### Can the stress in strained cubic HfO₂ be estimated on paper?

I am looking at a scan in which a crystal of cubic HfO₂ is stretched or squeezed along one cube axis while its width is held fixed. The calculation uses the local density approximation (LDA).

Fluorite-type HfO₂ (unrelaxed cell, a = 5.115 Å) strained along one cube axis, with the other two axes and the fractional coordinates fixed. Ansatz 0.2.0, LDA, plane-wave PAW, scalar-relativistic, no spin polarisation, 420 eV cutoff, 8×8×8 k mesh, 0.05 eV Gaussian smearing. Energies are relative to zero strain; pressure is positive in compression.

| strain | energy change (meV/atom) | tensile stress along pattern (GPa) | pressure (GPa) |
| --- | --- | --- | --- |
| -0.15 | 340.6 | -96.54 | 34.45 |
| -0.1125 | 139.1 | -59.20 | 17.11 |
| -0.075 | 25.3 | -29.00 | 3.30 |
| -0.0375 | -17.0 | -4.19 | -7.73 |
| 0 | 0.0 | 16.55 | -16.55 |
| 0.0375 | 66.7 | 34.14 | -23.60 |
| 0.075 | 175.9 | 49.19 | -29.20 |
| 0.1125 | 321.6 | 62.11 | -33.59 |
| 0.1312 | 406.2 | 67.86 | -35.40 |
| 0.15 | 498.6 | 73.20 | -36.97 |

For small strains I would use Hooke's law, but the stress clearly doesn't follow a straight line. Squeezing the crystal by 15 % changes the stress far more than stretching it by 15 %. I'm also puzzled that the energy first falls when I compress the cell a little. Is there a formula simple enough for a pocket calculator, and how far can I trust it?

### Answer

Yes. Take Hooke's law and divide the change in stress by a factor that grows with the strain:

**S ≈ 16.55 + 510 e / (1 + 2.2 e)**, in GPa

Here e is the strain, positive for stretching and negative for squeezing. S is the tensile stress along the strained axis, so a negative S means that the crystal pushes back. The first number is the stress at zero strain, the second is the stiffness there, and the third says how quickly the crystal softens when stretched.

**Why the starting stress is not zero**

The cell at zero strain has not been relaxed, and in this calculation it is larger than the crystal would like to be. It is therefore already under tension in every direction. A small compression along one axis relieves part of that tension, which is why the energy falls to −17.0 meV/atom at a strain of −0.0375. The drop is the release of a load already present; it does not show that the cubic crystal wants to distort.

The rule also tells you where the stress along the axis disappears. Setting S to zero gives e = −16.55 / (510 + 2.2 × 16.55), or about −0.03, in agreement with interpolation in the table. The crystal is still not at rest there. Its sides remain under tension, by about 14 GPa at the nearby strain of −0.0375.

**Why a straight line fails**

For a very small strain, any smooth stress curve looks like a straight line. Its slope is the stiffness, and Hooke's law is all you need. At larger strains the surroundings of each atom have changed, and so has the stiffness.

The two ends of the table show how much this matters. Stretching by 15 % raises the stress by 73.20 − 16.55 = 56.65 GPa. Squeezing by 15 % lowers it by 96.54 + 16.55 = 113.09 GPa, which is twice as much. A straight line would make the two changes equal.

An ionic picture gives the likely cause, though the scan does not separate attraction from repulsion. The attraction between oppositely charged ions varies gently with distance, while the repulsion between their filled electron shells rises steeply as they approach. Compression brings the steep repulsion into play and the crystal stiffens. Stretching weakens the repulsion quickly, and the softer balance that remains resists further stretching less.

The geometry shows which distances feel the strain most. The Hf–O bonds lie at an angle to the strained axis, so a compression of 15 % shortens them by less than 5 %. Neighbouring oxygen ions in line with the axis take the full strain, and their distance falls from 2.56 to 2.17 Å. The table holds a clue to what this does. The pressure is the mean over the three axes, so it also reveals the sideways stress, which changes by only about 20 GPa at this compression, against 113 GPa along the axis. Each Hf–O bond leans almost equally towards all three axes, so forces along these bonds alone would change both stresses by similar amounts. Most of the change along the axis must therefore come from other forces. Repulsion between the oxygen ions in line with the axis is a natural candidate, though the scan cannot separate the overlap of their electron shells from the repulsion of their like charges.

**Why divide by 1 + 2.2 e?**

A useful formula must reduce to Hooke's law at small strain, stiffen under compression and soften under tension. The obvious first attempt is to add a term in e², which turns the straight line into a parabola. That works close to the start. Farther out, the parabola bends too strongly on the stretched side and stiffens too slowly on the compressed side.

A denominator does better because its effect differs on the two sides. Under tension it grows, and the stiffness fades gradually. Under compression it shrinks towards zero, and the resistance climbs faster and faster, as a steep repulsion requires. This choice of formula is a convenient way to continue the curve, and it should not be read as a law of force between ions.

The constants come from only three rows: zero strain and its two nearest neighbours. Divide the change in stress by the strain on each side:

- stretched: (34.14 − 16.55) / 0.0375 = 469 GPa
- squeezed: (16.55 + 4.19) / 0.0375 = 553 GPa

The stiffness at the start lies between these values. Requiring the formula to pass through all three rows gives 508 GPa for the stiffness and 2.19 for the softening constant. For hand work I round them to 510 GPa and 2.2. The two rows worked below played no part in setting the constants.

**First example: stretched by 11.25 %**

Start with Hooke's law, then correct it:

- Hooke's change in stress: 510 × 0.1125 = 57.4 GPa
- softening factor: 1 + 2.2 × 0.1125 = 1.25
- corrected change: 57.4 / 1.25 = 46 GPa
- estimated stress: 16.55 + 46 = 62.5 GPa

The table has 62.11 GPa, so the estimate is too high by less than 1 % of the stress. Hooke's law alone would have given about 74 GPa. The factor of 1.25 means that, averaged over the whole stretch, the crystal resists with only four fifths of its initial stiffness.

**Second example: squeezed by 15 %**

The steps are the same, but now the strain is negative:

- Hooke's change in stress: 510 × (−0.15) = −76.5 GPa
- softening factor: 1 − 2.2 × 0.15 = 0.67
- corrected change: −76.5 / 0.67 = −114.2 GPa
- estimated stress: 16.55 − 114.2 = −97.6 GPa

The table has −96.54 GPa. The estimate is off by about 1 % even though this strain is four times as large as those used to set the constants. Dividing by 0.67 raises the average stiffness by half. Without that step the estimate would be only about −60 GPa.

The two factors also reproduce the asymmetry that you noticed. At a stretch of 15 % the factor is 1.33, and at a compression of 15 % it is 0.67. Their ratio is close to two, just like the ratio of the stress changes in the table.

**Getting the energy from the same rule**

Because the width is fixed, the area on which the stress acts doesn't change. The work done on the crystal is then its starting volume times the area under the curve of stress against strain. Simpson's rule gives that area from three stresses: at the start, halfway and at the end.

For the compression of 15 %, the halfway strain is −0.075, where the rule gives −29.3 GPa. The energy follows in two steps:

- area: (−0.15 / 6) × (16.55 − 4 × 29.3 − 97.6) = 4.96 GPa
- energy: 4.96 × 69.6 = 345 meV/atom

The factor 69.6 converts GPa into meV/atom for a volume of 11.15 Å³ an atom (1000 × 11.15 / 160.2). The table has 340.6 meV/atom, so the estimate is about 1 % too high. This agreement is a useful check on the arithmetic, but not a second, independent test of the rule, since energy and stress are two views of the same curve.

**How accurate is it?**

Over the whole table the hand rule stays within about 1.1 GPa of the calculated stress. Measured against the change in stress from zero strain, its error is at most about 1.5 %. That is the fair measure, because the stress itself passes through zero and even a tiny error would look large there. The energies come out within about 4 meV/atom.

The form of the correction matters most under compression. A parabola through the same three rows is wrong by 11 GPa at a compression of 15 %, and an exponential curve through them by 5 GPa. The rule with its unrounded constants misses by only 0.3 GPa. On the stretched side the exponential does nearly as well as the rule, so the table gives little reason to prefer one of them there.

**Where should you stop using it?**

Stay between −15 % and +15 %. As a real crystal is pulled apart, its stress must reach a maximum and then fall, because separated layers no longer attract each other. The rule flattens out but never turns down, so it cannot tell you the strength of the crystal. The calculated stress is itself still rising at the last row, 73.20 GPa. At the other extreme the denominator reaches zero at a compression of about 45 %, and the infinite stress there is a product of the formula.

Don't take 510 GPa as the elastic constant of relaxed HfO₂. It is the stiffness of this particular cell, which starts under tension, and a shorter cell is stiffer. On the same strain scale, the slope of the rule at a strain of −0.03 is 510 / 0.934² ≈ 585 GPa. The LDA runs also used atomic (PAW) datasets made for another functional, PBE, which adds an untested error to the constants. If you change the starting cell or the level of theory, read all three constants again from three neighbouring points.

The fixed width matters in practice too. A bar pulled in a testing machine is free to become thinner, and it then needs less stress for the same stretch. The rule describes a crystal whose sides are clamped.

Finally, the atoms in this scan keep their relative positions in a cell of only three atoms. The strained cells are tetragonal in shape, but they are not the known tetragonal phase of HfO₂, in which the oxygen ions also shift in a pattern that needs a larger cell. Pure bulk HfO₂ at ordinary pressure is cubic only at very high temperature, so in a cold crystal such shifts are to be expected, and its stress can depart from this curve. Use the rule for the uniformly strained fluorite structure, and treat it as a first estimate once the oxygen ions are free to move.
